**Q:** I have the total density of states of a titanium–tungsten crystal, and I want to know which metal the electrons at a given energy belong to. Can I split the curve by hand?

**A:** Yes, for the d states, which make up most of the curve near the Fermi level. A rule with a few round numbers gets them to roughly ten per cent on average, though single rows can be much further off. Look first at how the split runs in a computed case. The density of states counts the electron states per electronvolt in one cell, which here holds one Ti and one W atom. Energies are counted from the Fermi level, so states at negative energy are filled and those at positive energy are empty.

TiW (Cmmm, 2 atoms per cell; conventional a = 3.179, b = 4.541, c = 4.482 Å), computed with Ansatz 0.2.0: r2SCAN, scalar-relativistic plane-wave PAW, no spin polarisation, cutoff 500 eV, k mesh 16×16×10, Gaussian smearing 0.1 eV. Densities of states use tetrahedra on a 24×24×15 mesh and 0.2 eV bins, with energies from the Fermi level and Löwdin projections for the shells.

| energy (eV) | density of states total (states/eV/cell) | DOS Ti 3d (states/eV/cell) | DOS W 5d (states/eV/cell) | DOS W 6s (states/eV/cell) | DOS Ti 4s (states/eV/cell) |
| --- | --- | --- | --- | --- | --- |
| -4.95 | 0.390 | 0.04 | 0.07 | 0.1800 | 0.0900 |
| -4.75 | 0.500 | 0.06 | 0.13 | 0.2000 | 0.0900 |
| -4.55 | 0.910 | 0.14 | 0.38 | 0.2600 | 0.1000 |
| -4.35 | 0.900 | 0.12 | 0.4 | 0.2300 | 0.1200 |
| -4.15 | 1.080 | 0.15 | 0.5 | 0.2100 | 0.1800 |
| -3.95 | 1.290 | 0.19 | 0.65 | 0.1700 | 0.2300 |
| -3.75 | 1.540 | 0.24 | 0.81 | 0.1500 | 0.2900 |
| -3.55 | 1.640 | 0.28 | 0.91 | 0.1300 | 0.2800 |
| -3.35 | 1.840 | 0.37 | 1.07 | 0.1100 | 0.2500 |
| -3.15 | 2.300 | 0.51 | 1.39 | 0.1100 | 0.2300 |
| -2.95 | 2.410 | 0.59 | 1.48 | 0.1100 | 0.1600 |
| -2.75 | 1.640 | 0.43 | 1.01 | 0.0700 | 0.0900 |
| -2.55 | 1.360 | 0.36 | 0.85 | 0.0500 | 0.0500 |
| -2.35 | 1.040 | 0.31 | 0.63 | 0.0400 | 0.0300 |
| -2.15 | 0.990 | 0.28 | 0.62 | 0.0300 | 0.0200 |
| -1.95 | 3.240 | 0.81 | 2.22 | 0.0800 | 0.0500 |
| -1.75 | 3.040 | 0.77 | 2.1 | 0.0600 | 0.0300 |
| -1.55 | 2.420 | 0.69 | 1.58 | 0.0400 | 0.0300 |
| -1.35 | 2.610 | 0.82 | 1.56 | 0.0700 | 0.0400 |
| -1.15 | 2.640 | 0.86 | 1.5 | 0.0800 | 0.0500 |
| -0.95 | 2.680 | 1.01 | 1.36 | 0.0900 | 0.0600 |
| -0.75 | 2.710 | 1.18 | 1.21 | 0.0900 | 0.0800 |
| -0.55 | 2.530 | 1.14 | 1.03 | 0.0900 | 0.1100 |
| -0.35 | 2.240 | 1.15 | 0.76 | 0.0700 | 0.1000 |
| -0.15 | 2.390 | 1.39 | 0.63 | 0.0600 | 0.1200 |
| 0.05 | 2.910 | 1.78 | 0.68 | 0.0500 | 0.1500 |
| 0.25 | 2.350 | 1.42 | 0.59 | 0.0400 | 0.1000 |
| 0.45 | 1.910 | 1.19 | 0.46 | 0.0300 | 0.0600 |
| 0.65 | 1.200 | 0.7 | 0.3 | 0.0200 | 0.0400 |
| 0.85 | 0.670 | 0.33 | 0.2 | 0.0100 | 0.0200 |
| 1.05 | 0.690 | 0.35 | 0.23 | 0.0100 | 0.0100 |
| 1.25 | 0.680 | 0.38 | 0.27 | 0.0000 | 0.0100 |
| 1.45 | 0.860 | 0.5 | 0.33 | 0.0000 | 0.0100 |
| 1.65 | 1.160 | 0.67 | 0.45 | 0.0100 | 0.0100 |
| 1.85 | 1.610 | 0.94 | 0.61 | 0.0100 | 0.0200 |
| 2.05 | 1.840 | 1.09 | 0.68 | 0.0100 | 0.0200 |
| 2.25 | 2.070 | 1.24 | 0.76 | 0.0100 | 0.0200 |
| 2.45 | 2.330 | 1.41 | 0.85 | 0.0100 | 0.0200 |
| 2.65 | 2.780 | 1.72 | 0.99 | 0.0100 | 0.0100 |
| 2.85 | 3.040 | 1.96 | 1.02 | 0.0100 | 0.0100 |

**Q:** The total goes up and down so much that I can't see a trend.

**A:** Set the peaks aside and compare DOS Ti 3d with DOS W 5d in each row. W leads in every row up to −0.75 eV, and Ti leads in every row from −0.55 eV upward. Neither metal ever has the d states to itself. The total is ragged, but the ratio of the two parts changes far more smoothly.

**Q:** Why should W own the lower states and Ti the upper ones?

**A:** Because the d level of W lies lower. Along a row of the periodic table the nuclear charge grows from group 4 to group 6, and the d shell sinks relative to the Fermi level and fills up. W stands two rows below Ti, but the same order can be expected here. Ti brings four valence electrons and W six, so when they share one Fermi level, the centre of the W d states should lie deeper. That is an argument from general chemistry, and the calculation bears it out. It counts 5.1 electrons in the W 5d shell and 3.0 in the Ti 3d shell, each of which has room for ten. So more than half of the W d states lie below the Fermi level, but less than a third of the Ti d states.

**Q:** Then why isn't the lower part pure W?

**A:** Because neighbouring atoms couple, and coupling mixes their levels. Take one d level on each metal, Ti at +δ and W at −δ, with a coupling h between them. The mixed states lie at −R and +R, where R = √(δ² + h²). Their Ti shares are

- lower state: (1 − δ/R)/2
- upper state: (1 + δ/R)/2

If the levels coincide, both shares are one half. If the levels are far apart compared with the coupling, the lower state is nearly pure W and the upper one nearly pure Ti.

**Q:** So the two shares always add up to one. Does the table do that?

**A:** Roughly. Well below the Fermi level the Ti share of the d states is about a quarter, and above it about two thirds, which makes a little over nine tenths. The difference between the two shares is δ/R, here about 0.4. The crystal is therefore an intermediate case: the states are shared, with a clear lean to one side. The check is a loose one, because the top of the d bands lies beyond the last row.

**Q:** Two levels would give a sudden switch. The table changes gradually.

**A:** In this crystal each atom has eight neighbours at almost the same distance, four of the other metal and four of its own. Coupling between like atoms also shifts the levels, by an amount that differs from one electron wave to the next. If it were equally strong in both metals, a lower state and its upper partner would move up or down together. Some upper states then lie at the same energy as some lower ones, and the averaged share slides from one value to the other. That is the reason I'd expect for the slope, though the table doesn't test it; the width of about 1.5 eV I simply read from the table.

**Q:** What is the rule, then?

**A:** It has two steps.

1. Take nine tenths of the total as d states.
2. Give Ti a quarter of them below −1.5 eV and two thirds above the Fermi level, with a straight line between. W gets the rest.

**Q:** Let me try −0.75 eV. The total there is 2.71 states per electronvolt and cell.

**A:** Go on.

**Q:** The d part is 0.9 × 2.71 = 2.44. The energy is halfway up the slope, so the Ti share is halfway between 1/4 and 2/3, which is 11/24 or 0.46. That gives 1.12 for Ti and 1.32 for W.

**A:** The calculation has 1.18 and 1.21. You are 5 % too low for Ti and 9 % too high for W, relative to the computed values. You also have W slightly ahead, as it should be just before the change of lead.

**Q:** And an empty state, say at 2.05 eV? The total is 1.84, so the d part is 1.66. Two thirds of it, 1.10, go to Ti, and 0.55 to W.

**A:** Ti is almost exact, but W should be 0.68, so you are 19 % too low. Two errors are at work. The d part is somewhat larger than nine tenths here, and the Ti share is somewhat smaller than two thirds. For Ti they cancel, for W they add, so the good Ti value is no measure of the rule.

**Q:** What is a fair measure?

**A:** All rows from −2.95 eV upward. There the rule misses Ti 3d by 8 % on average and W 5d by 13 %, relative to the computed values, and no row is off by more than 30 %. These figures tell you how well a few round numbers summarise this table. They don't test a prediction, since I chose the numbers by looking at the same rows, your two included.

**Q:** Would a single straight line through all the shares do as well?

**A:** No. Over the same rows its typical error in the Ti share is 0.09, against 0.05 for the rule, and equal halves would give 0.16. The line misses the main feature, which is that the share changes quickly in one narrow region and much less on either side. The output below gives the least-squares fits of a line and of a ramp 1.5 eV wide to the rows where d states make up more than half of the total. The fitted ramp comes out close to the round numbers.

**Q:** Where would the rule mislead me most?

**A:** For W, right at the Fermi level. In the row at 0.05 eV the rule gives W a third of 0.9 × 2.91, or 0.87, while the calculation has 0.68. Ti holds 72 % of the d states there, more than two thirds. If you care about the electrons that respond to small disturbances, remember that Ti has nearly three quarters of the d part at that energy.

**Q:** So the Ti share above the Fermi level isn't really constant?

**A:** It isn't. By 1.25 eV, in the valley of the total, the Ti share has fallen to 58 %, and it recovers in part towards the last row. A single coupling h gives all upper states the same share, whereas real states couple with different strengths. Upper states with weak coupling between unlike atoms would lean more strongly to Ti, and those near the Fermi level may be of that kind. That is a guess which these columns don't test.

**Q:** How far down may I go?

**A:** To about −3 eV. Deeper down, the s shells take over a growing part of the total and nine tenths is too much for the d states. At −3.95 eV the rule already puts W 5d a third too high. In the lowest row W 6s and Ti 4s together hold 0.18 + 0.09 = 0.27 of a total of 0.39, so a rule for d states has lost its subject. At the upper end, stop where the table stops, near 3 eV.

**Q:** And if I have a real TiW film on my bench?

**A:** Then use the shares as a guide to the lean, not to the second digit. They come from Löwdin projections on atomic shells, and another way of dividing the electrons between the atoms would give somewhat different shares. This is a perfectly ordered cell with equal numbers of both atoms, while Ti–W alloys are usually disordered, so that an atom's neighbours vary from place to place. In a film of another composition the shares change as well. The calculation also leaves out spin–orbit coupling, which can move W bands by tenths of an electronvolt. On the slope the Ti share changes by 5/12 over 1.5 eV, so a shift of 0.2 eV alters it by about 0.06, as much as the rule's own typical error.

**Q:** Suppose I meet another pair of transition metals. What do I carry over?

**A:** The reasoning, not the fractions. Ask which metal has the deeper d level; it should lead in the lower states. Then ask how far apart the levels are compared with the coupling. In the two-level picture, close levels bring both shares towards one half, and distant levels make the step between them larger.

Printed output of the fit:

```
fit of share on 38 rows (dfrac > 0.5): constant 0.2661 +/- 0.0091, coefficient of (abs(en - s) - abs(en - s - 1.5) + 1.5) / 3 0.3772 +/- 0.013, s -1.646; rms 0.0366, worst 0.05 -0.0802, leave-one-out rms 0.0388
  rows outside the fit (model, value, miss): -4.95 0.2661, 0.3636, -0.0975; -4.75 0.2661, 0.3158, -0.0496
fit of share on 38 rows (dfrac > 0.5): constant 0.5191 +/- 0.015, coefficient of en 0.07282 +/- 0.0062; rms 0.0821, worst 0.05 -0.201, leave-one-out rms 0.0855
  rows outside the fit (model, value, miss): -4.95 0.1586, 0.3636, -0.205; -4.75 0.1732, 0.3158, -0.143
Upper plateau of the Ti share, fitted ramp: 0.6434
Sum of lower and upper plateau, fitted ramp (two levels give 1): 0.9095
Row -0.75 eV, d part by the rule (states/eV/cell): 2.439
Row -0.75 eV, Ti share by the rule: 0.4583
Row -0.75 eV, Ti 3d by the rule (states/eV/cell): 1.118
Row -0.75 eV, W 5d by the rule (states/eV/cell): 1.321
Row -0.75 eV, miss of Ti 3d (%): -5.265
Row -0.75 eV, miss of W 5d (%): 9.184
Row 2.05 eV, d part by the rule (states/eV/cell): 1.656
Row 2.05 eV, Ti 3d by the rule (states/eV/cell): 1.104
Row 2.05 eV, W 5d by the rule (states/eV/cell): 0.552
Row 2.05 eV, miss of Ti 3d (%): 1.284
Row 2.05 eV, miss of W 5d (%): -18.82
Smallest d part of the total above -3 eV: 0.791
Largest d part of the total above -3 eV: 0.9803
Rms error of the Ti share above -3 eV, hand rule: 0.04874
Rms error of the Ti share above -3 eV, straight line: 0.09066
Rms error of the Ti share above -3 eV, equal halves: 0.1597
Mean size of the miss of Ti 3d above -3 eV (%): 7.965
Mean size of the miss of W 5d above -3 eV (%): 13.42
Largest miss of Ti 3d above -3 eV (%): 24.52
Largest miss of W 5d above -3 eV (%): 28.38
Row -3.95 eV, miss of W 5d outside the range (%): 33.96
Ti share of the d weight at 0.05 eV: 0.7236
Ti share of the d weight at 1.25 eV: 0.5846
```
